## Results and discussion

The five crystals below all have the Cu3Au structure, with three cobalt atoms for every atom of a second metal, here called A. A Bader charge is found by cutting space along the surfaces where the electron density between atoms is least, and counting the electrons in each atom's share, its basin. A positive charge means that the atom holds fewer electrons than when it is neutral. The questions follow tungsten, iridium and aluminium most closely.

Cu3Au-type crystals ACo3 (space group Pm-3m; site B is Co), relaxed with Ansatz 0.2.0: r2SCAN, plane-wave PAW, scalar-relativistic, collinear spin, cutoff 500 eV, k mesh 12×12×12, Gaussian smearing of 0.1 eV. Valence electrons are counted per formula unit by group number. Bader charges are positive for atoms that lose electrons; d electrons are Loewdin populations.

| formula | Z A | Pauling electronegativity A | valence electrons | volume per atom (Å³) | shortest distance (Å) | Bader charge, site A (e) | Bader charge, site B (e) | Bader volume, site A (Å³) | Bader volume, site B (Å³) | d electrons, site A (e) |
| --- | --- | --- | --- | --- | --- | --- | --- | --- | --- | --- |
| AlCo3 | 13 | 1.61 | 30 | 11.53 | 2.536 | 1.86 | -0.62 | 5.72 | 13.47 | 0.00 |
| TiCo3 | 22 | 1.54 | 31 | 11.54 | 2.537 | 1.38 | -0.46 | 8.84 | 12.44 | 2.98 |
| TaCo3 | 73 | 1.5 | 32 | 11.85 | 2.559 | 1.26 | -0.42 | 12.27 | 11.71 | 4.06 |
| Co3W | 74 | 2.36 | 33 | 11.32 | 2.521 | 0.76 | -0.25 | 13.15 | 10.72 | 4.95 |
| Co3Ir | 77 | 2.2 | 36 | 12.05 | 2.573 | -0.86 | 0.29 | 17.12 | 10.36 | 8.14 |

### 1. Which way do electrons move in Co3W and in Co3Ir?

By the Bader count they move towards cobalt in Co3W and away from it in Co3Ir. Tungsten has a charge of +0.76 e, iridium one of −0.86 e. Iridium is the only partner in the table that takes electrons from cobalt; aluminium, titanium and tantalum give them, as tungsten does.

The charge on each cobalt atom is smaller because three of them share what one A atom gives or takes. The crystal is neutral, so the cobalt column is the A column divided by three with its sign reversed. It is no second piece of evidence, and the rest of the discussion uses the A column alone.

### 2. Are these metals present as ions, such as Al³⁺ or W⁶⁺?

No. These two ions would have lost all their valence electrons. By the Bader count aluminium has lost 1.86 of its three, or 62 %, and tungsten only 13 % of its six. Bader charges usually stay below the formal ones in oxides too, so the stronger argument is the kind of bonding.

The formal picture suits compounds in which one partner has empty, low-lying levels that can take up whole electrons, as oxygen has in an oxide. Cobalt offers only a partly filled metallic band, whose levels lie close in energy to those of its partner. The electrons therefore remain shared by the whole crystal, and the charge measures a shift in a common density. It should not be entered as an oxidation state in a corrosion or reaction balance.

### 3. Does electronegativity predict the direction?

Not reliably on the Pauling scale: it gives the right direction for four partners but fails for tungsten. Cobalt has the value 1.88 there and tungsten 2.36, so tungsten should draw electrons from cobalt. The Bader charge says the opposite. Aluminium is out of order too: its Pauling value is higher than those of titanium and tantalum, yet it has the largest positive charge.

The likely reason lies in what the scale was made for. Pauling values are drawn from the energies of bonds in compounds, and for a metal with many possible valences, such as tungsten, these energies reflect much besides the pull on a shared electron. In an alloy of two metals the useful question is a different one: in which metal do the most weakly held electrons lie higher in energy?

### 4. What, then, drives electrons from tungsten to cobalt, and from cobalt to iridium?

In a metal, electrons fill the available levels up to a limit, the Fermi level. The work function $\phi$ is the energy needed to lift an electron from that limit out of the metal, so a small $\phi$ means a high Fermi level. When two metals are joined, electrons move from the one with the higher level to the one with the lower, much as water runs between two connected tanks. The flow stops itself, because the metal that has lost electrons becomes positive and holds the rest more tightly.

This balance gives a simple formula. Moving $q$ electrons from A to cobalt gains the energy $q\,\Delta\phi$, where $\Delta\phi=\phi_{\mathrm{Co}}-\phi_{\mathrm{A}}$. The growing charges cost an energy that rises as $\tfrac12\eta q^2$, where $\eta$ says how strongly the atoms resist being charged. The total is lowest when

$$q=\frac{\Delta\phi}{\eta}=k\,\Delta\phi .$$

If $\eta$ is much the same for all partners, the charge of A should thus be proportional to the difference of work functions, and vanish when the two work functions are equal.

Take tungsten as the example. Rough recalled work functions are 5.0 eV for cobalt and 4.6 eV for tungsten, so $\Delta\phi$ is 0.4 eV. A least-squares fit of the formula to all five rows, tungsten included, gives $k=2.16$ e per eV. The estimate is $2.16\times0.4\approx0.86$ e, against 0.76 e in the table.

For iridium, with about 5.3 eV, the difference changes sign and so does the estimated charge. The formula gives the right direction in all five rows, with a typical error of 0.2 e, or 0.3 e when each row is estimated from the other four. The same formula with Pauling differences and its own constant has a typical error of about 1 e.

The agreement fits the picture but does not prove it, and it holds for Bader charges only. By another count, described in question 7, titanium, tantalum and tungsten are within about 0.1 e of neutral and iridium has only −0.2 e, so part of the trend may come from where the Bader boundaries fall. A work function also contains a contribution from the metal's surface, which has no counterpart inside an alloy, and an error of 0.1 eV in one value moves the estimate by 0.2 e. Aluminium, titanium and tantalum all have about 4.3 eV, so the formula cannot put them in order, and the five rows test it at only three different values. Nor should $k$ be read as a property of the atoms. It corresponds to an $\eta$ of only about 0.5 eV, while free atoms resist charging with several electronvolts. The attraction between opposite charges in the crystal lowers this cost, but $k$ also absorbs the way in which the Bader method draws its boundaries. The formula therefore offers a reason for the direction and rough order of the charges, not for their size.

The work functions themselves follow a pattern that can be carried to other metals. Along a row of transition metals each step adds one proton to the nucleus and one electron to the outer shells. Electrons in the same shell shield one another only partly from the nucleus, so the d levels sink from left to right, and the Fermi level tends to sink with them. A partner from the left of the row should therefore give electrons to cobalt, and give fewer the further right it stands. Tantalum, tungsten and iridium, which belong to one row, follow this order.

### 5. Iridium has as many valence electrons as cobalt. Why is it not neutral?

Cobalt and iridium stand in the same column of the periodic table, with nine valence electrons each. If the position along the row were all that mattered, no charge would pass between them. A formula proportional to the difference in valence electrons, with one constant fitted to the five rows, in fact comes within 0.13 e for the other four partners. For iridium it must give zero, and it misses the whole −0.86 e.

What the electron count leaves out is the shell. The outer electrons of cobalt are 3d and 4s, those of iridium 5d and 6s. Near a nucleus as heavy as that of iridium, electrons move fast enough for relativity to matter; the 6s shell contracts and is held more tightly, while the 5d shell, which is then better screened from the nucleus, is loosened somewhat. The tighter 6s shell is a possible reason for iridium's larger work function and its negative charge, but the two effects oppose each other. The calculations include the effect, but none was made without it, so its share of the charge is not known.

The two influences are not equally well supported. The order along a row is seen in tantalum, tungsten and iridium, while the effect of the shell rests on iridium alone and gives no rule for other columns.

### 6. Tungsten has more d electrons in the crystal than as a free atom. Has it gained them from cobalt?

No; they come mostly from its own s shell. The free tungsten atom has four 5d and two 6s electrons. In the crystal the table gives 4.95 d electrons, and the same analysis finds about one electron left in 6s. By this count, about one electron has changed shell without leaving the atom.

The same exchange appears in titanium, tantalum and iridium, each with about one d electron more than the free atom. It is there whether the metal gives electrons to cobalt or takes them, so it is no measure of charge transfer. In a solid the outer s orbitals of neighbouring atoms overlap strongly and form a wide band, much of which lies too high to be filled, while the compact d levels remain within reach. The zero for aluminium is not a finding: no d orbitals were included in the count for that atom.

### 7. Why does aluminium carry the largest charge, and would another way of counting confirm it?

Another way of counting reverses it. Loewdin populations, which also supply the d electrons in the table, assign electrons by the atomic orbitals they resemble and not by the region they occupy. On that count aluminium has a charge of about −0.7 e, against +1.86 e by Bader. The electron density is the same in both cases; only the rule for sharing it out differs.

The size of the basins suggests why. AlCo3 and TiCo3 have practically the same volume, but the aluminium basin is only 5.72 Å³, about two thirds of the titanium one. The outer electrons of aluminium are in 3s and 3p orbitals, which are spread out and reach far towards the neighbours. The density of these electrons is low and nearly flat, so on the way from cobalt to aluminium the total is expected to keep falling until the steep rise of the aluminium core begins. The surface of least density then lies close to that core, and most of the spread-out electrons are counted as cobalt's. Where the density is so flat, small changes in it can shift the surface, so the aluminium charge is less certain than its digits suggest. The Loewdin method assigns such electrons to the aluminium orbitals they resemble. It probably gives aluminium too many, because the count includes no 4p orbitals for cobalt, and electrons of that kind are then matched largely by the wide orbitals of aluminium.

Titanium differs because part of its valence electrons are in compact d orbitals, which stay inside its own basin. This would explain why aluminium exceeds titanium although their work functions are nearly equal, and why the formula of question 4 falls short for aluminium by 0.35 e, its largest miss. The argument fits the basins, but it has not been tested separately.

### 8. Which digits, and which conclusions, can be trusted?

The large steps can be used, the second decimal cannot. Titanium and tantalum differ by only about a tenth of an electron, and no calculation with finer settings shows whether so small a difference would last. The fall from aluminium to iridium, 2.72 e, is far larger, but it holds for Bader charges only.

The best-supported direction is that of iridium, which is negative on both counts. The Loewdin count leaves 0.9 electrons in Co3Ir unassigned, but adding any of them to iridium would only make it more negative. The support is modest all the same, because the lack of 4p orbitals for cobalt, which probably gives aluminium too many electrons in this count, may do the same for iridium. For tungsten the Loewdin charge is just +0.08 e with 0.8 electrons unassigned, so its positive sign rests on the Bader method.

The magnetic state is a further reservation. All five crystals are magnetic, with moments on cobalt from about 0.5 Bohr magnetons in Co3W to 2.1 in Co3Ir, and the functional used tends to make such moments too large. States of lower energy were not ruled out, and the run of Co3Ir carries a warning that it had less room for a larger moment than the program's automatic setting gives. A named set of PAW datasets is recorded for AlCo3, TiCo3 and Co3W but not for the other two, so the datasets may differ between rows. No crystal was calculated in two magnetic states, so it remains open how far the charges would move with the moments. For a comparison of alloys, charges should come from one method and one set of settings, and only differences of several tenths of an electron deserve an explanation.
